## Question

The electrons around a nucleus weaken an applied magnetic field slightly. The isotropic shielding $\sigma$ is this weakening in parts per million, averaged over all orientations of the molecule. A chemical shift, which is what an NMR spectrum reports, is in essence the shielding of a reference compound less that of the sample. The table gives $\sigma$ for fluorine in sulfur hexafluoride, first with several functionals in one basis set, then with the functional PBE0 in several basis sets.

Isotropic GIAO shieldings σ of fluorine in sulfur hexafluoride, SF6, computed with PySCF 2.14.0 using density fitting, with the functional and basis set given in each row. All runs are non-relativistic, in the gas phase, at the PBE0-D3(BJ)/def2-SVP geometry. Atoms are numbered in the order of the SMILES string F[S@OH5](F)(F)(F)(F)F, so sulfur is atom 2.

```csv
functional,basis,"exact exchange, long range (%)",σ F1 (ppm),σ F3 (ppm),σ F4 (ppm),HOMO-LUMO gap (eV),rough cost (core min)
KT2,pcSseg-2,0,69.5,69.6,69.5,n/a,0.4
KT3,pcSseg-2,0,78.9,78.9,78.8,n/a,0.6
OPBE,pcSseg-2,0,80.9,80.9,80.8,n/a,0.5
B97-2,pcSseg-2,21,92.1,92.2,92.0,n/a,0.3
BHandHLYP,pcSseg-2,50,109.3,109.4,109.2,n/a,0.3
wB97X-D,pcSseg-2,100,93.5,93.6,93.4,n/a,0.4
WP04,pcSseg-2,n/a,76.7,76.9,76.6,n/a,0.4
PBE0,"6-311+G(2d,p)",25,85.1,85.1,85.0,10.43,0.2
PBE0,6-31G,25,53.6,53.6,53.5,9.34,0.07
PBE0,6-31G(d),25,113.2,113.3,113.2,10.62,0.1
PBE0,IGLO-III,25,81.7,81.7,81.6,10.57,0.3
PBE0,STO-3G,25,342.5,342.6,342.4,10.29,0.03
PBE0,aug-cc-pVDZ,25,106.8,106.9,106.8,10.34,0.2
PBE0,cc-pVDZ,25,115.3,115.3,115.2,10.52,0.1
PBE0,cc-pVTZ,25,96.5,96.5,96.4,10.76,0.3
PBE0,def2-SVP,25,123.4,123.4,123.3,10.72,0.08
PBE0,def2-TZVP,25,90.5,90.6,90.5,10.79,0.3
PBE0,pcSseg-0,25,82.7,82.7,82.6,9.75,0.04
PBE0,pcSseg-1,25,90.0,90.1,89.9,10.61,0.1
PBE0,pcSseg-2,25,89.4,89.5,89.3,n/a,0.3
```

All six fluorine atoms are equivalent by symmetry. The columns σ F1, σ F3 and σ F4 print three of them one by one, so they repeat a single quantity. Differences of up to 0.3 ppm between them follow much the same pattern from run to run and point to a geometry that is not quite a perfect octahedron; they carry no chemistry. Use σ F1 throughout.

The same calculations split the shielding into two parts, $\sigma=\sigma_d+\sigma_p$. The diamagnetic part $\sigma_d$ comes from the electron cloud of the undisturbed molecule. The paramagnetic part $\sigma_p$ is negative here and comes mainly from the field mixing occupied with empty orbitals. Only the sum has a physical meaning of its own; how it is divided depends partly on the method of calculation. With PBE0/pcSseg-2 the two parts are 468.2 and −378.8 ppm; with BHandHLYP in the same basis set $\sigma_p$ is −359.2 ppm.

**(a)** Show why a change of a few per cent in $\sigma_p$ matters so much, and say which motion of the electrons is behind it.

**(b)** As a test of a simple model, estimate the BHandHLYP shielding from functionals with less exact exchange and compare it with the table. How far can such an estimate be trusted?

**(c)** The basis sets def2-SVP and pcSseg-1 are of similar size. Explain why they give such different shieldings.

**(d)** Recommend a level of theory for a purpose that tolerates errors of some tens of ppm, and for one that tolerates only a few. Consider the cost.

## Model answer

**(a)** The shielding is a small remainder of two large numbers. For PBE0/pcSseg-2 the paramagnetic part is 4.2 times as large as the total, so every relative error in it is magnified by that factor. BHandHLYP makes it about 5 % weaker, and the total rises by about a fifth:

$$\Delta\sigma\approx-359.2-(-378.8)=19.6\ \text{ppm}.$$

The table gives a rise of 19.9 ppm. The close agreement confirms only that $\sigma_d$ hardly depends on the functional here, since $\sigma_p$ was taken from the calculation itself.

The direction of the field shows where the response comes from. With PBE0/pcSseg-2 the fluorine shielding is about 356 ppm for a field along the S–F bond, but about −44 ppm for a field across it. A magnetic field turns p orbitals about its own axis. A field across the bond therefore turns a filled lone pair of fluorine towards the bond, where it meets the empty antibonding S–F orbital. A field along the bond mainly turns one filled lone pair into another, and the response is much smaller.

A method thus has to get two things right: how easily a lone pair mixes with the antibonding orbital, and what that mixture looks like close to the fluorine nucleus. The functional acts mainly on the first. The basis set acts on both.

**(b)** Exact exchange raises the energy needed to promote an electron into an empty orbital. Mixing becomes harder, $\sigma_p$ becomes weaker, and the shielding should rise. As the simplest model, let the shielding grow linearly with the share of exact exchange.

The three functionals without exact exchange, KT2, KT3 and OPBE, average 76.4 ppm. B97-2 and PBE0 average 90.8 ppm at a mean share of 23 %. Extending this line to the 50 % of BHandHLYP gives

$$\sigma\approx76.4+50\times\frac{90.8-76.4}{23}\approx108\ \text{ppm}.$$

The table has 109.3 ppm, and this row played no part in the estimate.

Such success is better than the model deserves. A least-squares line through the six functionals with a stated global share, so without wB97X-D and WP04, rises by 0.65 ppm for each per cent of exact exchange. If each functional in turn is left out and then predicted, the typical miss is about 5 ppm. The three functionals without exact exchange already differ by 11 ppm among themselves, and B97-2 lies above PBE0 although it has the smaller share. WP04, whose share the table leaves blank, is by definition a hybrid with roughly a tenth of exact exchange, yet it lies hardly above the average of the three without any. The other ingredients of a functional matter too, so the line serves to judge the size of a step and cannot replace a calculation.

**(c)** Both are polarised double-zeta sets, with pcSseg-1 adding further p functions on fluorine and sulfur, yet def2-SVP gives 123.4 ppm and pcSseg-1 gives 90.0 ppm. The larger set pcSseg-2 gives 89.4 ppm and so sides with pcSseg-1. Most of the excess of def2-SVP over pcSseg-2 lies in the paramagnetic part, which is 30 ppm too weak by this comparison.

One likely reason lies in what the sets were made for. def2-SVP is designed to give sensible reaction energies and bond lengths at low cost, and these depend mainly on the outer part of the valence shell. The paramagnetic shielding weights the response by the inverse cube of the distance from the nucleus, so it also needs p functions that can adjust close in. The pcSseg sets were optimised for shieldings and have this freedom. It is expected to explain only a part of the difference, and the table cannot say how large a part, since the two sets differ in other respects as well. The polarisation functions are one of them, and they are a strong lever: adding them to 6-31G widens the gap from 9.34 to 10.62 eV and raises the shielding by about 60 ppm.

The related polarised sets made for energies, 6-31G(d), cc-pVDZ and the larger aug-cc-pVDZ, also lie above pcSseg-2, by 17 to 26 ppm. The error is therefore a habit of the class rather than an accident of def2-SVP. The explanation is incomplete for aug-cc-pVDZ, where more than half of the excess sits in the diamagnetic part. Nor does it cover 6-31G, which has no polarisation functions and errs by 36 ppm in the other direction.

STO-3G shows the same need for freedom in its extreme form. It provides five functions on each fluorine and nine on sulfur, 39 in all, and 35 of the resulting orbitals are filled. Only four empty orbitals remain for the field to mix in. These are the antibonding S–F orbitals of part (a), so their small number is not the whole story: the single fixed p shell of fluorine is also expected to put too little density close to the nucleus, where the response is weighted most. The paramagnetic part shrinks to about −118 ppm, and the shielding of 342.5 ppm has no chemical meaning.

**(d)** Fluorine shifts spread over several hundred ppm between classes of compounds, as a rough figure. A purpose that tolerates some tens of ppm, such as telling one class from another, can start from PBE0 with pcSseg-1, checked on a compound of known shift. PBE0 is chosen because it lies in the middle of the functionals, within 20 ppm of each of the others in the same basis set, and not because the table proves it accurate. Common density functionals tend to make fluorine shieldings too low, so most or all of the rows may err in the same direction. def2-SVP costs about the same, roughly 0.1 core minutes, but its 34 ppm distance from pcSseg-2 can use up the whole tolerance. There is hardly any saving to set against that. If the other rows are indeed too low, def2-SVP may land nearer a measured value, but only because two errors cancel.

For a tolerance of a few ppm the table supports no level on its own. pcSseg-2 costs roughly three times as much as pcSseg-1, which is trivial for seven atoms but counts for large molecules, because the effort grows steeply with the number of basis functions. For fluorine it changes the result by only 0.6 ppm. The functional is now the larger doubt, for the choice between KT2 and BHandHLYP moves the shielding by 40 ppm.

The table compares calculations with one another, so it cannot say which functional is right. A chemical shift is a difference, and part of the functional's error may cancel between sample and reference; how much must be tested on a compound of known shift with similar bonding. The geometry and the neglect of molecular vibration count as well, because fluorine shieldings respond strongly to bond length. The geometry used here was optimised with the small basis set def2-SVP, and a bond too long by a few hundredths of an ångström is expected to lower the shielding by ten ppm or more, enough to eat into the wider tolerance as well. No row should be quoted as an absolute shielding good to a few ppm.

## Remarks on the reasoning

**The orbital gap is a poor guide to size.** It is tempting in (b) to make $\sigma_p$ inversely proportional to the gap between the highest filled and the lowest empty orbital. The orbital energies of the same runs supply the gaps that the table leaves out. From PBE0 to BHandHLYP in the same basis set the gap widens by about a third, and the rule then predicts a rise of 95 ppm where the calculation gives 20 ppm. Two things are wrong with the rule. Many pairs of orbitals contribute besides the frontier pair, and exact exchange also acts on the disturbed electrons, which gives back much of what the wider gap takes away. Even the direction can fail: WP04 has a wider gap than KT3 and OPBE but a lower shielding than either, and wB97X-D has the widest gap of all but lies below BHandHLYP. A good answer therefore uses the gap only as a first hint and drops the proportionality.

**A heading must be read to its end.** For wB97X-D the column "exact exchange, long range" shows 100 %. That share applies only between distant electrons; at short range it is about 22 % by the definition of the functional. If 100 % is put into the least-squares line, the result is 47 ppm too high compared with the calculation. With 22 % it is 3 ppm too low. This suits a response that is concentrated around one atom and its bond, though a single functional is thin evidence for it.

**One good number does not make a good basis set.** pcSseg-0 has no polarisation functions, yet its fluorine shielding is within 7 ppm of pcSseg-2. The sulfur nucleus in the same calculations exposes the coincidence, for there pcSseg-0 is 99 ppm too low by the same comparison. def2-TZVP is a milder case, with 1 ppm for fluorine and 20 ppm for sulfur. Errors that cancel at one nucleus need not cancel at its neighbour.

The same caution applies to the recommended set. Between pcSseg-1 and pcSseg-2 the two parts of the fluorine shielding each change by about 4 ppm, in opposite directions. This may be a cancellation of errors or only a different division of the same sum. The sulfur shielding changes by 14 ppm. IGLO-III, another set made for magnetic properties, puts fluorine 8 ppm below pcSseg-2. The remaining basis error for fluorine is therefore better taken as several ppm than as 0.6 ppm, and for sulfur pcSseg-2 is the safer choice.

**The trend belongs to the nucleus as well as to the functional.** For sulfur, KT2 and PBE0 agree within 2 ppm, whereas for fluorine they differ by 20 ppm. From PBE0 to BHandHLYP, however, both shieldings rise, sulfur by 23 ppm and fluorine by 20 ppm. The effect of a functional on one nucleus therefore cannot be carried over to another without a calculation.

A full answer ends with an order of work. Choose a basis set made for shieldings and enlarge it once, watching every nucleus of interest. Then repeat the calculation with a functional that has a clearly different share of exact exchange, and once more at a better geometry. If the predicted shift still moves too much when the basis set is enlarged, a larger one is needed. If it moves too much with the functional, a larger basis set will not settle the matter, but a measured shift of a closely related compound may.
